Q: I have a list of calculated levels for Bi2Te3 at several points of the reciprocal cell. Could I have estimated the gap at such a point by hand, from its three coordinates?

Kohn-Sham levels of Bi2Te3 (R-3m, five-atom cell) from ABINIT 10.8.3, using LDA without spin polarisation or spin-orbit coupling, JTH PAW LDA v2.0 datasets, a 6×6×6 k mesh, a 408 eV plane-wave cutoff and 0.05 eV Fermi-Dirac smearing. Level under 1 is the highest below the gap and level over 1 the lowest above it, both counted from the valence top.

```tsv
point a (reciprocal cell vector)	point b (reciprocal cell vector)	point c (reciprocal cell vector)	level point (row)	level under 1 (eV)	level over 1 (eV)
0.0000	0.0000	0.0000	1	0.000	0.199
0.1667	0.0000	0.0000	2	-0.544	1.128
0.5000	0.0000	0.0000	3	-0.498	0.497
0.3333	0.3333	0.0000	4	-1.383	1.546
-0.3333	0.3333	0.0000	5	-0.629	1.034
0.5000	0.5000	0.0000	6	-0.941	0.788
-0.1667	0.1667	0.1667	7	-1.136	1.264
```

A: Roughly, yes. First look at how the gap runs, taking it as "level over 1" less "level under 1" in the same row. It is 0.2 eV at level point 1, which is Γ, where the electron wave has the same phase in every cell. Seen along the layers, points 4 and 7 lie part of the way out to the edge of the zone, and there the gap reaches 2.9 and 2.4 eV. Points 3, 5 and 6 lie on that edge, yet their gaps are smaller again, at most 1.7 eV.

Q: So a gap that simply widens with distance from Γ won't do. What shape do I need?

A: Think of the electron as hopping from cell to cell. A direct hop to a neighbouring cell contributes the cosine of the phase that the wave gains on the way. If the hops at the two edges have suitable signs, the gap then widens steadily as neighbouring cells fall out of step. To make it shrink again towards the edge of the zone, you need ripples of shorter period, and these come from longer hops.

Q: Where would longer hops come from, if the orbitals hardly reach that far?

A: From two short hops in a row, by way of another state. At Γ the top valence level is single, while the two levels below it, which the table leaves out, coincide at −0.83 eV. By symmetry such a pair behaves like $p_x$ and $p_y$ orbitals, which lie in the layer; the two edge states are known to be $p_z$-like and point out of it. At Γ an edge state can't mix with an in-plane pair. Once the wave's phase changes along the layer it can, and the mixing pushes the levels apart.

If the partners across the gap push hardest, both edges are driven outwards and the gap widens. That is a theoretical reading of the large gaps at points 4 and 7. Direct long hops would give ripples of the same form, so the fit below can't tell the two apart. Nor can it see whether an edge still belongs to the same band as at Γ, because the levels are simply sorted by energy.

Q: How do I turn that into numbers?

A: Use the three shortest lattice vectors within a layer, which point 120° apart. For coordinates $a$, $b$, $c$, the phases along them are $360°(a-b)$, $360°(b-c)$ and $360°(c-a)$. Direct hops are measured by $u$, which is one minus the mean of the three cosines. It is zero when the cells are in step.

For the two-step hops, keep only partners of opposite parity, meaning that one state is even and the other odd under inversion. Hops to opposite sides then count with opposite signs, so sines $s_1$, $s_2$, $s_3$ of the same phases replace the cosines. Because the partner lies in the plane, each sine acts as an arrow tied to its lattice vector. Add the arrows and square the length of the sum, since the electron hops out and back:

$$w=\frac{(s_1-s_2)^2+(s_2-s_3)^2+(s_3-s_1)^2}{4.5}$$

The divisor makes $w$ equal to 1 at points 2, 4 and 7. Two simplifications are built in. Partners of equal parity mix in as well, and their push needn't vanish at points 3 and 6. And a plain square holds only while the mixing is weak beside the distance between the levels, which isn't assured here. A least-squares fit to the gaps of all seven rows, with its constants rounded, then gives

$$E_\text{gap}\approx 0.1+1.0\,u+1.5\,w\quad\text{(eV)}$$

Q: Let me try point 5, at $(-1/3,\,1/3,\,0)$. The phases are −240°, 120° and 120°. All three cosines are −1/2, so $u=1.5$. The sines are all equal, so $w=0$, and the gap should be 1.6 eV.

A: The calculation has 1.66 eV, though this row was part of the fit. Don't read too much into the zero. The arrows cancel because the formula treats each cell as a single site, whereas Bi and Te sit at different places in the layer. Some mixing may well survive at this point, so the good match supports the shape of the rule more than its cause.

Q: And the two edges themselves?

A: Here I rely on a pattern in the table, with no derivation behind it. The centre between the edges stays near 0.1 eV above the valence top at Γ, with a scatter of only about 0.1 eV. So put half the gap on either side of 0.1 eV. For point 5 that gives edges at −0.7 and 0.9 eV, each within about 0.15 eV of the computed level.

Q: Now point 3, at $(1/2,\,0,\,0)$. The phases are 180°, 0° and −180°, the mean cosine is −1/3, and so $u=4/3$. The sines vanish. I get a gap of 1.4 eV, but the table has 1.0 eV.

A: That is the worst miss of the seven, and it shows what the rule can't see. Only differences of coordinates enter, so adding the same number to all three changes nothing. Such a shift alters the phase from one layer to the next. Add 1/2 to each coordinate of point 3 and you arrive at a point equivalent to point 6. The rule must give both the same gap, while the calculation puts them 0.7 eV apart.

Q: Then the layers are not as independent as the rule pretends. How far can I trust it?

A: Over the seven rows its typical (rms) error in the gap is 0.27 eV, against 0.82 eV if you guessed the mean gap every time. Any rule blind to the phase between layers would miss by at least 0.24 eV. But three constants have been adjusted to only five different in-plane positions, which makes a close fit easy. When each row in turn is left out and then predicted, the typical error grows to 0.5 eV.

The output below also tries a formula in which the two edge states repel each other directly. Take it as a comparison curve only: for $p_z$-like edge states of opposite parity, symmetry forbids that coupling along these three vectors.

Q: May I use the rule for points between these?

A: With caution, because $w$ is either 0 or 1 in these rows. Between them it takes other values, some of them above 1, and there the rule is untested. Near Γ there is a deeper problem. The rule gives only half the computed gap there, and the computed gap isn't the physical one either. These levels leave out spin-orbit coupling, which in Bi2Te3 is known to swap the two edge states at Γ and to move the band extrema away from it.

So use the rule to sketch where the bands stand far apart and where they come close, and expect to be off by half an electronvolt typically, sometimes by more. That error is counted against a calculation of this kind; spin-orbit coupling and the error of LDA itself can shift the real levels further. Leave the neighbourhood of Γ to a fine mesh with spin-orbit coupling.

Printed output of the fit:

```
fit of gap on 7 rows: constant 0.08757 +/- 0.33, coefficient of u 1.017 +/- 0.27, coefficient of w 1.456 +/- 0.28; rms 0.268, worst 0.5 0.448, leave-one-out rms 0.509
fit of gap2 on 7 rows: coefficient of u2 1.334 +/- 0.47, coefficient of w 4.774 +/- 0.99; rms 1.37, worst 0.3333 -2.47, leave-one-out rms 2.07
Hand rule, energies in eV:
      row       u          w    gap  hand gap  gap miss  hand valence edge  valence miss  hand conduction edge  conduction miss
      0.0       0          0  0.199       0.1    -0.099               0.05          0.05                  0.15           -0.049
   0.1667  0.3335          1  1.672     1.933    0.2615            -0.8667       -0.3227                 1.067         -0.06127
      0.5   1.333  1.999e-32  0.995     1.433    0.4383            -0.6167       -0.1187                0.8167           0.3197
   0.3333  0.9999          1  2.929       2.6   -0.3291               -1.2        0.1831                   1.4          -0.1461
  -0.3333     1.5  4.387e-08  1.663       1.6    -0.063               -0.7        -0.071                   0.9           -0.134
      0.5   1.333  1.999e-32  1.729     1.433   -0.2957            -0.6167        0.3243                0.8167          0.02867
  -0.1667       1     0.9993    2.4     2.599    0.1992               -1.2      -0.06358                   1.4           0.1356
rms miss of the hand gap, eV: 0.2698
largest miss of the hand gap, eV: 0.4383
rms miss if every gap is guessed as the mean gap, eV: 0.8228
rms miss of the hand valence edge, eV: 0.1959
rms miss of the hand conduction edge, eV: 0.1544
mean centre between the edges, eV above valence top: 0.09464
rms scatter of that centre, eV: 0.1134
gap of row 6 less gap of row 3, same in-plane part, eV: 0.734
gap of row 4 less gap of row 7, same in-plane part, eV: 0.529
least rms miss of any rule blind to the component across the layers, eV: 0.2418
rms miss of the gap from the repulsion formula, eV: 0.3567
hand gap at Gamma as percent of the computed gap: 50.25
```
